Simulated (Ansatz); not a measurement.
# A series in volume scale on V

Results calculated with Ansatz 0.2.0, not measured. Plane-wave DFT, scalar-relativistic PAW made under PBE with cores redone for the functional, no dispersion; the given relaxed cell is scaled uniformly, energy at zero smearing counts from the unscaled cell, pressure at the given Fermi-Dirac smearing is positive in compression.

The cell before it is scaled or strained (space group P6_3/mmc, No. 194):
```
CELL_PARAMETERS angstrom
2.53840 0.00000 0.00000
-1.26920 2.19830 0.00000
0.00000 0.00000 4.62480
ATOMIC_POSITIONS crystal
V 0.33333 0.66667 0.25000
V 0.66667 0.33333 0.75000
```

Settings of every row: spin polarised no; functional LDA; wave cutoff 420 eV; smearing width 0.1 eV; k mesh 16x16x8.

Atom starting moment: 0 on all atoms.

Limits: the cell comes from a prototype or a list of computed structures and needn't be the stable phase.

| row | volume scale | V (Å³/atom) | energy change per atom (meV) | pressure (GPa) |
| --- | --- | --- | --- | --- |
| 1 | 0.88 | 11.355 | 136.95 | 32.11 |
| 2 | 0.92 | 11.871 | 55.93 | 19.33 |
| 3 | 0.96 | 12.387 | ? | ? |
| 4 | 1.04 | 13.42 | 13.18 | -7.16 |
| 5 | 1.08 | 13.936 | 47.48 | -13.09 |
| 6 | 1.12 | 14.452 | 99.18 | -17.96 |

Question: what energy change per atom and pressure should row 3 give?

Worked fit of energy change per atom. Take u = (V_r/V)^(2/3) − 1 with V_r = 13.42 Å³ an atom, which is twice the finite (Eulerian) strain; such expansions in the strain, on which the Birch-Murnaghan equation of state is built, carry the rest volume and the bulk modulus. The shown rows have u = 0.11783, 0.0852, 0, -0.02484, -0.04819. Least squares give energy change per atom = 13.381 − 955.78 × u + 17027.74 × u² meV; a straight line predicts inner rows, each left out in turn, worse (root mean square 48 against 0.52 meV). The rows lie off it by -0.22, 0.38, -0.20, -0.15, 0.20 (root mean square 0.24 meV). Its lowest point lies at u = 0.0281, or V = 12.87 Å³ an atom, and the curvature there gives the bulk modulus at fixed shape and fractions, B = (4/9)(1 + u)² E″(u)/V = 199 GPa. Letting shape and atoms relax would as a rule lower it, by much in layered, chain or molecular crystals. The withheld row has u = 0.05485, so the fit gives 13.381 − 955.78 × (0.05485) + 17027.74 × (0.05485)² = 12.18 meV.

The calculation gave 12.45 meV. The fit lies 0.27 meV (2.2 % of the value, 0.22 % of the column's range) below it; its largest miss of a shown row is 0.38 meV.

Worked fit of pressure. Take u = (V_r/V)^(2/3) − 1 with V_r = 13.42 Å³ an atom, which is twice the finite (Eulerian) strain; such expansions in the strain, on which the Birch-Murnaghan equation of state is built, carry the rest volume and the bulk modulus. The shown rows have u = 0.11783, 0.0852, 0, -0.02484, -0.04819. Least squares give pressure = −7.18 + 255.168 × u + 662.58 × u² GPa; a straight line predicts inner rows, each left out in turn, worse (root mean square 1.9 against 0.056 GPa). The rows lie off it by 0.02, -0.04, 0.02, 0.02, -0.02. The pressure vanishes at u = 0.0263, or V = 12.91 Å³ an atom, and there the bulk modulus at fixed shape and fractions is B = −V dP/dV = (2/3)(1 + u) dP/du = 198 GPa. Letting shape and atoms relax would as a rule lower it, by much in layered, chain or molecular crystals. The withheld row has u = 0.05485, so the fit gives −7.18 + 255.168 × (0.05485) + 662.58 × (0.05485)² = 8.81 GPa.

The calculation gave 8.77 GPa. The fit lies 0.04 GPa (0.08 % of the column's range) above it; its largest miss of a shown row is 0.04 GPa.
